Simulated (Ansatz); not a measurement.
# A series in mesh points along a on C

One setting of a density functional single point varied, free energy counted from the run at the reference value, pressure positive in compression; periodic cell, basis, potentials, k mesh and filling as listed. The results are calculated, by Ansatz 0.2.0.

Structure of every row (space group Fd-3m, No. 227):
```
cell vectors (Å)
   0.0000     1.7834     1.7834
   1.7834     0.0000     1.7834
   1.7834     1.7834     0.0000
atoms (fractions of the cell vectors)
C   0.00000  0.00000  0.00000
C   0.25000  0.25000  0.25000
```

Settings of every row: functional LDA; dispersion none; potentials PAW; wave cutoff 420 eV; density cutoff 1680 eV; k shift 0x0x0; occupations fixed; smearing width 0 eV; spin none; SCF threshold exponent -10; varied setting k mesh; reference k mesh 10x10x10; meshes run 4x4x4, 6x6x6, 7x7x7, 8x8x8, 10x10x10.

| row | mesh points along a | energy less reference (meV/atom) |
| --- | --- | --- |
| 1 | 4 | 65.01 |
| 2 | 6 | 4.55 |
| 3 | 7 | ? |
| 4 | 8 | 0.34 |
| 5 | 10 | 0 |

Question: what energy less reference should row 3 give?

Worked fit of energy less reference. Measure energy less reference from the row with the finest mesh, 0.00 meV/atom, and take the logarithm of what remains: 4 → 4.17, 6 → 1.52, 8 → -1.08. In a crystal with a gap such sums converge about exponentially, and a straight line through these is ln|rest| = 9.417 − 1.313 × n. At n = 7 the line gives ln|rest| = 0.226, a rest of 1.25 meV/atom, and so 0.00 + 1.25 = 1.25 meV/atom.

The calculation gave 1.1 meV/atom. The fit lies 0.15 meV/atom (14 % of the value, 0.23 % of the column's range) above it; its largest miss of a shown row is 0.62 meV/atom.
